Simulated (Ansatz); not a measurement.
Cs: pressure and energy less free atoms against volume scale

Periodic Kohn-Sham DFT of a crystal at fixed atoms, scaled to volume_scale times the given cell; pressure positive in compression, energy less spherical unpolarised free atoms, largest_vzz the field gradient of largest size among the nuclei. The results are calculated, by Ansatz 0.2.0.

The cell before it is scaled or strained (space group Im-3m, No. 229):
```
cell vectors (Å)
  -3.0225     3.0225     3.0225
   3.0225    -3.0225     3.0225
   3.0225     3.0225    -3.0225
atoms (fractions of the cell vectors)
Cs  0.00000  0.00000  0.00000
```

Settings of every row: method all-electron LAPW; functional LDA; relativity scalar; k mesh 9x9x9; filling fermi-dirac; smearing width 0.05 eV; basis error target 1 meV/atom; nucleus gaussian.

Atom start moment: 0 on all atoms.

Limits: no spin-orbit coupling on heavy atoms.

| row | volume scale | V (Å³/atom) | pressure (GPa) | energy less free atoms (eV/atom) |
| --- | --- | --- | --- | --- |
| 1 | 0.94 | 103.821 | -0.172 | -0.9921 |
| 2 | 0.96 | 106.03 | ? | ? |
| 3 | 0.98 | 108.239 | -0.246 | -0.9863 |
| 4 | 0.99 | 109.344 | -0.262 | -0.9846 |
| 5 | 1 | 110.448 | -0.278 | -0.9827 |
| 6 | 1.01 | 111.553 | -0.293 | -0.9807 |
| 7 | 1.02 | 112.657 | -0.307 | -0.9787 |
| 8 | 1.04 | 114.866 | -0.333 | -0.9742 |
| 9 | 1.06 | 117.075 | -0.356 | -0.9695 |

Question: what pressure and energy less free atoms should row 2 give?

Worked fit of pressure. Take u = (V_r/V)^(2/3) − 1 with V_r = 111 Å³ an atom, which is twice the finite (Eulerian) strain; such expansions in the strain, on which the Birch-Murnaghan equation of state is built, carry the rest volume and the bulk modulus. The shown rows have u = 0.04558, 0.01693, 0.01007, 0.00333, -0.00331, -0.00983, -0.02257, -0.0349. Least squares give pressure = −0.2855 + 2.229 × u + 5.77 × u² GPa; a straight line predicts inner rows, each left out in turn, worse (root mean square 0.0029 against 0.00029 GPa). All shown rows lie on it to the printed digit. The withheld row has u = 0.03101, so the fit gives −0.2855 + 2.229 × (0.03101) + 5.77 × (0.03101)² = -0.211 GPa.

The calculation gave -0.211 GPa. The fit meets it to the printed digit.

Worked fit of energy less free atoms. Take u = (V_r/V)^(2/3) − 1 with V_r = 111 Å³ an atom, which is twice the finite (Eulerian) strain; such expansions in the strain, on which the Birch-Murnaghan equation of state is built, carry the rest volume and the bulk modulus. The shown rows have u = 0.04558, 0.01693, 0.01007, 0.00333, -0.00331, -0.00983, -0.02257, -0.0349. Least squares give energy less free atoms = −0.98173 − 0.2973 × u + 1.532 × u² eV/atom; a straight line predicts inner rows, each left out in turn, worse (root mean square 0.0008 against 3.9e-05 eV/atom). All shown rows lie on it to the printed digit. The withheld row has u = 0.03101, so the fit gives −0.98173 − 0.2973 × (0.03101) + 1.532 × (0.03101)² = -0.9895 eV/atom.

The calculation gave -0.9895 eV/atom. The fit meets it to the printed digit.
